**Question: Why do 3d metals in the diamond structure get smaller and stiffer up to iron, then turn back at nickel?**

I am comparing five transition metals, all placed in the diamond structure, where each atom has only four neighbours.

3d metals in the diamond structure, computed with Ansatz 0.2.0 using m-r2SCAN, scalar-relativistic plane-wave PAW, a 500 eV cutoff and Fermi-Dirac smearing of 0.05 eV. Each row is the lowest in energy of the magnetic starts tried. Volumes, bulk moduli and pressure derivatives come from third-order Birch-Murnaghan fits; site moments are those inside atomic spheres.

| element | Z | valence electrons | k mesh | volume per atom, m-r2SCAN (Å³) | bulk modulus, m-r2SCAN (GPa) | bulk modulus pressure derivative, m-r2SCAN | largest site moment, m-r2SCAN (μB) | magnetic order, m-r2SCAN | neighbour distance, m-r2SCAN (Å) |
| --- | --- | --- | --- | --- | --- | --- | --- | --- | --- |
| Sc | 21 | 3 | 14×14×14 | 31.62 | 12.9 | 0.72 | 0.00 | non-magnetic | 2.748 |
| Ti | 22 | 4 | 15×15×15 | 26.88 | 17.3 | 3.81 | 1.60 | ferromagnetic | 2.592 |
| V | 23 | 5 | 17×17×17 | 19.67 | 65.9 | 3.05 | 1.39 | ferromagnetic | 2.338 |
| Fe | 26 | 8 | 13×13×13 | 13.90 | 173 | 4.42 | 0.00 | non-magnetic | 2.083 |
| Ni | 28 | 10 | 12×12×12 | 15.78 | 105 | 4.77 | 0.81 | ferromagnetic | 2.173 |

From scandium to iron the volume per atom falls by more than half and the bulk modulus rises about thirteenfold. Nickel then goes back the other way. Chromium, manganese and cobalt are missing from the table, so the exact turning point cannot be located. The steps are also very uneven: titanium is only about a third stiffer than scandium, yet vanadium is almost four times as stiff as titanium. Is there one explanation for all this, and what is going on with scandium's odd pressure derivative of 0.72?

**Answer**

It helps to ask two questions in turn: what sets the volume, and how much of the stiffness follows once the volume is known. These are not the moduli of the metals as you would buy them, since none of them normally has this structure. The crystals are held in it by symmetry, and whether they would be stable was not checked. The broad reasoning about bonding still applies, in a simplified form.

**What sets the volume**

The d orbitals of neighbouring atoms combine into a band. Its lower half holds bonding states and its upper half antibonding ones. The first d electrons therefore pull the atoms together, and the last ones undo that work. For a band of even density holding $N$ electrons per atom, the bond strength is proportional to $N(10-N)$, which is largest at half filling. This is Friedel's picture.

Filling alone does not explain the table. If one valence electron per atom is counted as s and the rest as d, $N(10-N)$ is 16 for scandium and only 9 for nickel. Nickel should then be the more loosely packed of the two, yet its atoms take up half the volume. The second ingredient is the growing nuclear charge, which the added d electrons screen incompletely, so that the atom itself shrinks along the row.

Early in the row both effects reduce the volume. Late in the row they oppose each other, and the larger volume of nickel suggests that the loss of bonding wins there. A least-squares fit to all five volumes, with a constant, a term linear in the valence electrons and a term in $N(10-N)$, has a typical miss of 0.7 Å³. Three constants for five rows make this an illustration of the idea rather than a test of it.

**Why the stiffness follows**

Atoms pressed closer together usually resist further pressing more strongly. The pressure derivative $B'$ measures this for each crystal: it is the rise of the bulk modulus $B$ per unit of pressure. Since a small pressure changes the volume $V$ by $dV/V=-dP/B$, it follows that $dB/B=-B'\,dV/V$. With $B'$ held constant,

$$B(V)=B_0\left(\frac{V_0}{V}\right)^{B'},$$

where $B_0$ and $V_0$ belong to the crystal at zero pressure.

This relation describes one element under pressure, but it can be used to ask how far density alone accounts for the change from one element to the next. Take iron and stretch it to nickel's volume:

$$173\ \text{GPa}\times\left(\frac{13.90}{15.78}\right)^{4.42}\approx 99\ \text{GPa}.$$

The calculation for nickel itself gives 105 GPa. Stretched iron is thus about as soft as nickel, even slightly softer, although the estimate uses only iron's own curve and nickel's volume.

The two large steps seem to come out almost as well. Titanium squeezed to vanadium's volume should reach 57 GPa, 14% below vanadium's computed modulus; vanadium squeezed to iron's volume comes out 10% too stiff. Both estimates carry a curve far beyond the volumes at which it was computed, and for vanadium this matters. Squeezed by only a tenth, it reaches about 79 GPa, where the relation gives 91 GPa. Its computed curve flattens, so the near agreement at iron's volume cannot be counted as support. Titanium still follows the relation at that compression.

Density is not the ultimate cause in any case, because bonding and the size of the atom lie behind both volume and stiffness. But much of the leap from titanium to vanadium does seem to be a question about volume: why is titanium still so large?

**Titanium: an electron that may not bond**

Titanium is ferromagnetic here, with a total moment of 2.3 μB per atom. The table's 1.60 μB counts only the spin inside a sphere around each atom. A moment means that one spin direction is filled further than the other, which moves electrons from lower levels of the band into higher, less bonding ones. In Friedel's picture a moment of $m$ μB per atom lowers $N(10-N)$ by $m^2$.

For titanium this takes away roughly a quarter of the bond strength and leaves it about level with scandium. On this argument the extra electron adds spin instead of bonding, while vanadium, with a smaller moment and one more electron, moves clearly ahead. That would suit the small gain in stiffness at titanium and the large one after it.

The volumes do not confirm it, however. When the spin-reduced bond strength replaces the plain one in the volume fit, the typical miss grows from 0.7 to 1.2 Å³. The moments themselves also call for caution: titanium and vanadium are non-magnetic in their usual structures, and functionals of this family tend to exaggerate magnetism in metals.

**Iron: no moment, full bonding**

Iron began the calculation as a ferromagnet and lost its moment. A moment survives only if the exchange energy gained outweighs the cost of lifting electrons to higher levels, and that cost is high when there are few states at the Fermi level. The electronic entropy of the run gives a rough density of such states per atom and spin direction. Multiplied by an exchange constant of about 0.9 eV, a rough recalled value, it comes to 0.5. A small ferromagnetic moment grows by itself only when this product exceeds 1 (the Stoner criterion), which fits the loss of the moment here. Without a moment, iron pays no spin penalty on its bonds. The argument does not exclude a separate state with a large moment, or an antiferromagnetic one.

**Scandium: a slope that misleads**

A pressure derivative of 0.72 suggests a crystal that barely stiffens when squeezed. The pressures along the curve show something stranger. Scandium's modulus is about 14 GPa near equilibrium, but about 8 GPa when compressed by a tenth and 10 GPa when expanded by 6%. The other four metals stiffen steadily under compression.

The value 0.72 is therefore the slope of a smooth curve laid over a hump. Used in the relation above, it predicts 14.5 GPa for titanium, respectably close to the computed 17.3 GPa, but that success carries no weight. An ordinary derivative of 4 would have given 25 GPa. Softening on expansion is ordinary; it is the softening under compression that needs a cause. Electrons moving from s to d states could be one, but that is a guess.

Back to titanium: its computed moment grows from 2.0 μB per atom at 12% compression to 2.5 μB at 8% expansion. A moment that is favoured by expansion also pushes the crystal outwards, so magnetism should make titanium larger. What remains open is by how much. A calculation with the moment held at zero would show it: if titanium then shrinks markedly towards vanadium, magnetism is a main reason for the uneven steps; if it hardly moves, the reason must be sought elsewhere, perhaps in how the diamond structure spreads the d levels.
